# Short-time gradient (Savin) formula for resonance Raman intensities

When the laser is on or near one bright electronic absorption and the effective scattering time is short against the vibrational periods, the Stokes fundamental of normal mode $k$ has intensity

$$I_k\;\propto\;\omega_L\,\omega_{S,k}^3\;\omega_k^2\Delta_k^2\;\propto\;\omega_L\,\omega_{S,k}^3\;\frac{1}{\omega_k}\left(\frac{\partial E_{\rm exc}}{\partial Q_k}\right)^2 ,$$

with a proportionality constant common to all modes. The ground-state Hessian and one excited-state gradient then give the relative intensities. The $\omega_k^2\Delta_k^2$ rule carries Savin's name, and its short-time reading was set out by Heller, Sundberg and Tannor (1982).

## Conventions and premises

- $Q_k$ is the mass-weighted normal coordinate of the ground state, $\omega_k$ its angular frequency, $\varepsilon_k=\hbar\omega_k$ its quantum. The dimensionless coordinate is $q_k=Q_k\sqrt{\omega_k/\hbar}=(a_k+a_k^\dagger)/\sqrt2$, with $[a_k,a_l^\dagger]=\delta_{kl}$.
- Energies are counted from the vibrational ground level $|0\rangle$ of the electronic ground state. $E_L=\hbar\omega_L$ and $E_S=\hbar\omega_S$ are the incident and scattered photon energies, and $E_{S,k}=E_L-\varepsilon_k$ for a fundamental.

The premises are:

1. **P1.** Born–Oppenheimer states, and one nondegenerate excited state $e$ dominates the scattering.
2. **P2.** Condon approximation: the transition dipole $\mathbf M$ does not depend on $q$. With real electronic wavefunctions it is a real vector.
3. **P3.** The excited surface is the harmonic ground surface displaced by $\Delta_k$ along each $q_k$, with the same frequencies and the same normal modes.
4. **P4.** Every vibronic level of $e$ has the same homogeneous half-width $\Gamma$ (an energy), so amplitudes decay as $e^{-\Gamma t/\hbar}$.
5. **P5.** The initial state is $|0\rangle$. Molecules are randomly oriented, do not turn during the scattering, and rotational structure is summed over.
6. **P6.** The short-time condition, stated in step 4.

## Step 1: scattering tensor as a time integral

Second-order perturbation theory in the electric-dipole coupling (Kramers–Heisenberg–Dirac) gives the cross-section for counted photons

$$\frac{d\sigma}{d\Omega}=\frac{\omega_L\omega_S^3}{(4\pi\epsilon_0c^2)^2}\,\big\langle|\mathbf e_S^*\cdot\boldsymbol\alpha^{f}\cdot\mathbf e_L|^2\big\rangle ,$$

where the brackets denote the orientational average (for scattered power, $\omega_L\omega_S^3$ becomes $\omega_S^4$). Under P1, P2 and P4 the resonant part of the tensor for final vibrational state $|f\rangle$ is

$$\alpha^{f}_{\rho\sigma}=M_\rho M_\sigma\sum_v\frac{\langle f|v\rangle\langle v|0\rangle}{E_v-E_L-i\Gamma},$$

with $|v\rangle$, $E_v$ the eigenstates and eigenvalues of the nuclear Hamiltonian $H_e$ on the excited surface. The antiresonant part, with denominators $E_v+E_S$, is dropped here and estimated under "Range of validity". For $\Gamma>0$,

$$\frac{1}{x-i\Gamma}=\frac{i}{\hbar}\int_0^\infty e^{-ixt/\hbar-\Gamma t/\hbar}\,dt ,$$

and $\sum_v|v\rangle e^{-iE_vt/\hbar}\langle v|=e^{-iH_et/\hbar}\equiv U(t)$. Hence

$$\alpha^{f}_{\rho\sigma}=M_\rho M_\sigma\,\frac{i}{\hbar}\int_0^\infty e^{iE_Lt/\hbar-\Gamma t/\hbar}\,\langle f|U(t)|0\rangle\,dt .\tag{1}$$

The case $f=0$ defines the complex line-shape function

$$\Phi(E)=\frac{i}{\hbar}\int_0^\infty e^{iEt/\hbar-\Gamma t/\hbar}C(t)\,dt=\sum_v\frac{|\langle v|0\rangle|^2}{E_v-E-i\Gamma},\qquad C(t)=\langle0|U(t)|0\rangle .\tag{2}$$

$\operatorname{Im}\Phi/\pi$ is a sum of unit-area Lorentzians weighted by Franck–Condon factors, so the absorption cross-section is proportional to $E\operatorname{Im}\Phi(E)$.

## Step 2: exact overlaps for displaced oscillators

With $H_g=\sum_k\varepsilon_ka_k^\dagger a_k$, premise P3 makes the gap between the surfaces linear in $q$, because the quadratic terms of $\tfrac12\varepsilon_k(q_k-\Delta_k)^2-\tfrac12\varepsilon_kq_k^2$ cancel:

$$H_e=H_g+E_{\rm exc}(q),\qquad E_{\rm exc}(q)=E_{\rm v}+\sum_kg_kq_k,\qquad g_k=\frac{\partial E_{\rm exc}}{\partial q_k}=-\varepsilon_k\Delta_k .$$

$E_{\rm v}$ is the vertical excitation energy. Put $\lambda_k=\Delta_k/\sqrt2$, $s_k=\lambda_k^2=\Delta_k^2/2$ (the Huang–Rhys factor) and $b_k=a_k-\lambda_k$. Since $\varepsilon_kb_k^\dagger b_k=\varepsilon_ka_k^\dagger a_k-\varepsilon_k\Delta_kq_k+\varepsilon_ks_k$,

$$H_e=E_{00}+\sum_k\varepsilon_kb_k^\dagger b_k,\qquad E_{00}=E_{\rm v}-\sum_k\varepsilon_ks_k .$$

From $a_k|0\rangle=0$ follows $b_k|0\rangle=-\lambda_k|0\rangle$. The initial state is thus a coherent state of the excited-state oscillators, with Poisson weights $e^{-s_k}s_k^{\,v}/v!$ on level $v$ of mode $k$. Summing these weights with phases $e^{-iv\omega_kt}$ gives

$$C(t)=e^{-iE_{00}t/\hbar}\prod_k\exp\!\big[-s_k(1-e^{-i\omega_kt})\big].\tag{3}$$

The $b_k$ obey the same commutation rules as the $a_k$, so $U^\dagger b_kU=b_ke^{-i\omega_kt}$ and

$$a_kU=U\big[a_ke^{-i\omega_kt}+\lambda_k(1-e^{-i\omega_kt})\big].\tag{4}$$

Acting on $|0\rangle$ only the last term survives. With $\langle n_k|=\langle0|a_k^n/\sqrt{n!}$,

$$\langle n_k|U(t)|0\rangle=\frac{\big[\lambda_k(1-e^{-i\omega_kt})\big]^n}{\sqrt{n!}}\,C(t).\tag{5}$$

## Step 3: the fundamental as a finite difference

Insert (5) with $n=1$ into (1). The factor $e^{-i\omega_kt}$ shifts $E_L$ to $E_L-\varepsilon_k$, so by (2)

$$\alpha^{k}_{\rho\sigma}=M_\rho M_\sigma\frac{\Delta_k}{\sqrt2}\big[\Phi(E_L)-\Phi(E_L-\varepsilon_k)\big]=M_\rho M_\sigma\frac{\varepsilon_k\Delta_k}{\sqrt2}\,D_k,\qquad D_k=\frac1{\varepsilon_k}\int_{E_L-\varepsilon_k}^{E_L}\Phi'(E)\,dE .\tag{6}$$

This is exact under P1–P5. $D_k$ is the mean slope of $\Phi$ between the scattered and the incident photon energy.

## Step 4: the short-time limit

**P6:** $\Phi'(E)$ changes little over the largest $\varepsilon_k$ of interest below $E_L$.

Then $D_k\to\Phi'(E_L)$ for every mode. In time language the same step is $1-e^{-i\omega_kt}\to i\omega_kt$, allowed when the integral (1) collects its value at $\omega_kt\ll1$. The tensor becomes

$$\alpha^{k}_{\rho\sigma}\simeq M_\rho M_\sigma\frac{\varepsilon_k\Delta_k}{\sqrt2}\,\Phi'(E_L)=-M_\rho M_\sigma\frac{g_k}{\sqrt2}\,\Phi'(E_L).\tag{7}$$

Everything except $g_k$ is the same for all modes. Inserting (7) in the cross-section and taking a ratio,

$$\boxed{\;\frac{I_k}{I_l}=\left(\frac{\omega_{S,k}}{\omega_{S,l}}\right)^{3}\frac{\omega_k^2\Delta_k^2}{\omega_l^2\Delta_l^2}\;}\tag{8}$$

The chain rule gives $g_k=\sqrt{\hbar/\omega_k}\;\partial E_{\rm exc}/\partial Q_k$, and therefore

$$\omega_k^2\Delta_k^2=\frac{g_k^2}{\hbar^2}=\frac{1}{\hbar\omega_k}\left(\frac{\partial E_{\rm exc}}{\partial Q_k}\right)^2 .\tag{9}$$

The squared gradient is used as it stands in dimensionless coordinates and divided by $\omega_k$ in mass-weighted ones. From a Cartesian gradient, $\partial E_{\rm exc}/\partial Q_k=\sum_iL_{ik}\,m_i^{-1/2}\,\partial E_{\rm exc}/\partial x_i$, where the columns of $L$ are the normalised eigenvectors of the mass-weighted ground-state Hessian. $E_{\rm exc}$ is the difference of two surfaces, so the ground-state gradient must be subtracted whenever it does not vanish at the geometry used.

**Why the gradient is the natural variable.** For times short against the periods the nuclei do not move, $H_g$ may be dropped from $U$, and $U\simeq e^{-iE_{\rm exc}(q)t/\hbar}$. With $\psi_1\psi_0=\sqrt{2/\pi}\,q\,e^{-q^2}$ and $\psi_0^2=e^{-q^2}/\sqrt\pi$, Gaussian integrals give

$$\langle1_k|U|0\rangle\simeq-\frac{ig_kt}{\sqrt2\hbar}\;e^{-iE_{\rm v}t/\hbar}\exp\!\Big[-\sum_j\frac{g_j^2t^2}{4\hbar^2}\Big],$$

which is (5) with its prefactor and the exponent of (3) expanded to leading orders in $t$. This form needs only that $E_{\rm exc}$ be close to linear across the zero-point amplitude. The position of the excited-state minimum does not enter.

**Connection with property derivatives.** If $\Gamma$ or the detuning $\delta=E_{\rm v}-E_L$ exceeds the vibronic width, $\Phi\simeq1/(\delta-i\Gamma)$ and $\Phi'\simeq1/(\delta-i\Gamma)^2$. The fixed-nuclei polarisability pole $\alpha_{\rho\sigma}(q)=M_\rho M_\sigma/(E_{\rm exc}(q)-E_L-i\Gamma)$ gives $\langle1_k|q_k|0\rangle\,\partial\alpha_{\rho\sigma}/\partial q_k=-M_\rho M_\sigma g_k/[\sqrt2(\delta-i\Gamma)^2]$, which is (7). In that regime the Savin amplitude is the double-pole part of the geometric derivative of the damped frequency-dependent polarisability.

## Step 5: absorption variance

For an initial level $|i\rangle$ of $H_g$, $(H_e-E_i)|i\rangle=E_{\rm exc}(q)|i\rangle$. The first two moments of the Franck–Condon distribution of transition energies are therefore $\langle E_{\rm exc}\rangle$ and $\langle E_{\rm exc}^2\rangle$, averaged over thermal populations. With $\langle q_k\rangle=0$ and $\langle q_kq_l\rangle=\tfrac12\delta_{kl}\coth(\varepsilon_k/2k_BT)$, the mean is $E_{\rm v}$ and the variance is

$$\sigma^2=\sum_k\frac{\varepsilon_k^2\Delta_k^2}{2}\coth\frac{\varepsilon_k}{2k_BT}\;\xrightarrow{\;T\to0\;}\;\sum_k\frac{\hbar^2\omega_k^2\Delta_k^2}{2}.\tag{10}$$

This matches $|C(t)|\simeq e^{-\sigma^2t^2/2\hbar^2}$ from step 4. Each Savin intensity, stripped of $\omega_S^3$, is the share of its mode in $\sigma^2$ at $T=0$, so (8) fixes relative displacements and (10) their absolute scale. Equation (10) refers to the line shape (cross-section divided by $E$) before homogeneous broadening. A Lorentzian has no finite variance, and Gaussian broadening adds its own.

## Step 6: selection rules

For a nondegenerate state $E_{\rm exc}(q)$ is invariant under every operation $R$ of the point group of the ground-state geometry. Its gradient at that geometry is then a vector with $Rg=g$ for all $R$, and its projection on any irreducible representation other than the totally symmetric one vanishes. By (7), **among fundamentals only totally symmetric modes are enhanced**.

Overtones and combinations of these modes are enhanced as well. From (5) with $n=2$,

$$\alpha^{2k}_{\rho\sigma}=M_\rho M_\sigma\frac{\Delta_k^2}{2\sqrt2}\big[\Phi(E_L)-2\Phi(E_L-\varepsilon_k)+\Phi(E_L-2\varepsilon_k)\big]\simeq M_\rho M_\sigma\frac{\varepsilon_k^2\Delta_k^2}{2\sqrt2}\Phi''(E_L),$$

so that, apart from $\omega_S^3$, $I_{2k}/I_k=\varepsilon_k^2\Delta_k^2|\Phi''/\Phi'|^2/4$. For a Gaussian $C(t)$ with $\Gamma\ll\sigma$ and $E_L=E_{\rm v}$, the integrals $\int_0^\infty ue^{-\sigma^2u^2/2}du=\sigma^{-2}$ and $\int_0^\infty u^2e^{-\sigma^2u^2/2}du=\sqrt{\pi/2}\,\sigma^{-3}$ give $\Phi'=-\sigma^{-2}$ and $\Phi''=-i\sqrt{\pi/2}\,\sigma^{-3}$, hence $I_{2k}/I_k=\pi\varepsilon_k^2\Delta_k^2/8\sigma^2$. For large detuning or damping $\Phi''/\Phi'=2/(\delta-i\Gamma)$ and $I_{2k}/I_k=\varepsilon_k^2\Delta_k^2/(\delta^2+\Gamma^2)$, which is small. Keeping the finite differences with $\Phi\simeq1/(\delta-i\Gamma)$ gives $I_{2k}/I_k=\varepsilon_k^2\Delta_k^2/[(\delta+2\varepsilon_k)^2+\Gamma^2]$, so the leading form needs $2\varepsilon_k\ll|\delta-i\Gamma|$.

## Step 7: depolarisation ratio

Every tensor above has the form $A\,n_\rho n_\sigma$, with $\mathbf n=\mathbf M/|\mathbf M|$ and $A$ a complex scalar. Take linearly polarised incident light along the laboratory axis $z$, observation perpendicular to $z$ along $y$, and an analyser along $z$ or $x$. With $n_z=\cos\theta$ and $n_x=\sin\theta\cos\phi$ averaged over the sphere,

$$I_\parallel\propto|A|^2\langle n_z^4\rangle=\frac{|A|^2}{5},\qquad I_\perp\propto|A|^2\langle n_z^2n_x^2\rangle=\frac{|A|^2}{15},\qquad\rho=\frac{I_\perp}{I_\parallel}=\frac13 .$$

This uses P1, P2 and P5 only. It holds for all modes and all $E_L$ without the short-time step, and the orientational factor cancels from (8). For contrast, a doubly degenerate state polarised in the plane normal to an axis $\mathbf n$ gives a totally symmetric mode the tensor $\delta_{\rho\sigma}-n_\rho n_\sigma$. Then $\langle(1-n_z^2)^2\rangle=8/15$ and $\rho=1/8$.

## Range of validity

**Short-time condition.** Expanding (6), $D_k=\Phi'-\tfrac12\varepsilon_k\Phi''+\dots$, so the ratio (8) is multiplied by

$$K_{kl}=\left|\frac{D_k}{D_l}\right|^2=1-(\varepsilon_k-\varepsilon_l)\operatorname{Re}\frac{\Phi''}{\Phi'}+\dots\tag{11}$$

Three mechanisms make $\Phi'$ smooth.

- *Fast dephasing or preresonance.* With $\Phi\simeq1/(\delta-i\Gamma)$, $D_k=1/[(\delta-i\Gamma)(\delta+\varepsilon_k-i\Gamma)]$ and
$$K_{kl}\simeq\frac{(\delta+\varepsilon_l)^2+\Gamma^2}{(\delta+\varepsilon_k)^2+\Gamma^2}.\tag{12}$$
The condition is $\varepsilon_k\ll|\delta-i\Gamma|$.
- *Escape of the wave packet.* $|C|$ decays in the time $\hbar/\sigma$, so $\varepsilon_k\ll\sigma$ is needed, and the recurrence of $C(t)$ after a period $2\pi/\omega_k$ must be suppressed by the factor $e^{-2\pi\Gamma/\varepsilon_k}$ or by dephasing among many modes. At the centre of a Gaussian band $\Phi''/\Phi'$ is imaginary and the first-order term of (11) vanishes. On the flanks it does not.

Inhomogeneous broadening averages intensities over molecules and leaves each molecule's time integral unchanged. A structureless absorption band is therefore no proof of P6. Modes of nearly equal frequency have $K_{kl}\approx1$ even when P6 fails.

**Non-Condon terms.** Let $\mathbf M(q)=\mathbf M(1+m_kq_k)$. To first order in $m_k$, $\langle1_k|U|0\rangle$ gains $m_k\langle1_k|q_kU+Uq_k|0\rangle$. Write $u=1-e^{-i\omega_kt}$. From $\langle1|q=\langle0|/\sqrt2+\langle2|$ and (5), $\langle1|qU|0\rangle=C(1+\lambda_k^2u^2)/\sqrt2$. From $q|0\rangle=|1\rangle/\sqrt2$, (4), and $\langle0|U|1\rangle=\langle1|U|0\rangle$ for a real symmetric $H_e$, $\langle1|Uq|0\rangle=C(e^{-i\omega_kt}+\lambda_k^2u^2)/\sqrt2$. With $\Phi_n=\Phi(E_L-n\varepsilon_k)$ the added amplitude is

$$M_\rho M_\sigma\frac{m_k}{\sqrt2}\big[\Phi_0+\Phi_1+\Delta_k^2(\Phi_0-2\Phi_1+\Phi_2)\big]\simeq\sqrt2\,m_kM_\rho M_\sigma\Phi(E_L),$$

where the last form holds when detuning or damping dominates. Relative to (7) its size is $2|m_k|\,|\Phi/\Phi'|/(\varepsilon_k|\Delta_k|)$. In preresonance $|\Phi/\Phi'|\simeq\delta$, so this term grows with detuning. On resonance the same expression with $|\Phi/\Phi'|\sim\sigma$ gives the order of magnitude. The preresonant window is therefore

$$\varepsilon_k\ll\delta\ll\frac{\varepsilon_k|\Delta_k|}{2|m_k|}.$$

Other electronic states gain weight with detuning in the same way. A dipole derivative not parallel to $\mathbf M$ moves $\rho$ away from 1/3 and can activate fundamentals that are not totally symmetric.

**Antiresonant term.** It is (6) with $E_L\to-E_S$ and adds about $1/[(E_{\rm v}+E_L)(E_{\rm v}+E_S)]$ to $D_k$. It keeps the factor $\varepsilon_k\Delta_k$ and the ratio $\rho=1/3$.

**Shape of the excited surface.** Frequency changes and mode mixing add terms quadratic in $q$ to $E_{\rm exc}$. They do not alter $\langle1_k|E_{\rm exc}|0\rangle=g_k/\sqrt2$, the term of order $t$, but they enter at higher order, add to $\sigma^2$, and give intensity to even overtones of modes that are not totally symmetric. Degenerate or strongly nonadiabatically mixed states violate P1. Low-frequency modes with $\varepsilon_k\lesssim k_BT$ violate P5.

## Illustration: trans-butadiene near 215 nm

The molecule has $C_{2h}$ symmetry and 24 modes, $9a_g+4a_u+3b_g+8b_u$. The bright $\pi\pi^*$ state $1\,^1B_u$ is nondegenerate and polarised in the molecular plane, so the model predicts enhanced $a_g$ fundamentals with $\rho=1/3$. We keep two $a_g$ modes. The quanta and $E_{00}\approx5.73$ eV are approximate typical values. The displacements and $\Gamma=0.10$ eV are illustrative inputs of plausible size, with $\Gamma$ also standing in for the omitted modes. The laser energy is $E_L=5.77$ eV (215 nm).

| mode | $\varepsilon_k$ / eV | $\lvert\Delta_k\rvert$ | $s_k$ | $\lvert g_k\rvert$ / eV | $\sqrt{\hbar/\omega_k}$ / u$^{1/2}$ Å | $\lvert\partial E_{\rm exc}/\partial Q_k\rvert$ / eV u$^{-1/2}$ Å$^{-1}$ |
|---|---|---|---|---|---|---|
| 1: symmetric C=C stretch | 0.20 | 1.4 | 0.98 | 0.28 | 0.145 | 1.94 |
| 2: C–C stretch | 0.15 | 0.8 | 0.32 | 0.12 | 0.167 | 0.72 |

**Band parameters.** $\sum\varepsilon_ks_k=0.244$ eV gives $E_{\rm v}=5.974$ eV. From (10), $\sigma^2=0.0464$ eV$^2$ and $\sigma=0.215$ eV, which for a Gaussian envelope is a full width at half maximum $\sqrt{8\ln2}\,\sigma=0.51$ eV. At 298 K the coth factor of mode 2 is 1.006, so P5 holds for these modes.

**Savin ratio.** $(g_2/g_1)^2=0.18$, and the mass-weighted gradients give the same number through (9). The factor $(5.62/5.57)^3=1.03$ raises $I_2/I_1$ to 0.19.

**Test of P6.** The times are $\hbar/\sigma=3.1$ fs and $\hbar/\Gamma=6.6$ fs against a C=C period of 21 fs. The damping of the first recurrence is $e^{-2\pi\Gamma/\varepsilon_1}=0.043$, but $\varepsilon_1/\sigma=0.93$ is not small and the laser sits on the red flank of the band. The exact expression (6) needs the Poisson double sum

$$\Phi(E)=\sum_{v_1,v_2}\frac{e^{-s_1-s_2}\,s_1^{v_1}s_2^{v_2}}{v_1!\,v_2!}\;\frac{1}{E_{00}+v_1\varepsilon_1+v_2\varepsilon_2-E-i\Gamma},$$

which gives, in eV$^{-1}$, $\Phi(5.77)=1.57+3.73i$, $\Phi(5.57)=2.77+1.14i$ and $\Phi(5.62)=3.08+1.72i$. Then $|D_1|=14.3$ eV$^{-2}$, $|D_2|=16.8$ eV$^{-2}$ and $K_{21}=1.38$. The ratio $|\alpha^2/\alpha^1|^2$ is 0.25, and $I_2/I_1=0.26$ with the $\omega_S^3$ factor. Within this model the Savin ratio of 0.19 has the right order of lines but needs a correction factor of 1.38 at 215 nm, so it is semiquantitative there. The antiresonant addition to $D_1$ is 0.007 eV$^{-2}$ and negligible. The non-Condon amplitude of mode 2 is of order $2\sigma|m_2|/|g_2|=3.6\,|m_2|$ relative to the Condon one. The Gaussian band-centre estimate for the C=C overtone is $I_{2k}/I_k=0.66$, so the spectrum on resonance is not one of fundamentals alone.

**Preresonance for comparison.** At 4.66 eV (266 nm), $\delta=1.314$ eV. Equation (12) gives $K_{21}=1.07$, and the full double sum lies within 1% of this estimate. The C=C overtone ratio, apart from $\omega_S^3$, drops to 0.029 in the full double sum and to 0.027 in the finite-difference expression of step 6. The leading short-time form gives 0.045, too high because $2\varepsilon_1/\delta=0.30$ is not small. The price is the non-Condon amplitude, now $2\delta|m_k|/|g_k|=9.4\,|m_1|$ and $22\,|m_2|$. An illustrative $|m_2|=0.02$ gives 0.44 of the Condon amplitude of mode 2, which rivals the term that the formula keeps.

**Outside the model.** The dark $2\,^1A_g$ state lies close to $1\,^1B_u$ and couples to it through $b_u$ modes, and the excited $\pi\pi^*$ surface is softer along the out-of-plane twisting of the C=C bonds. Both effects shorten the survival of the Franck–Condon wave packet, which the model represents only through $\Gamma$. They can feed even overtones of $a_u$, $b_g$ and $b_u$ modes, whose intensities the gradient formula sets to zero, while $a_u$ and $b_u$ fundamentals remain forbidden by inversion symmetry in electric-dipole scattering.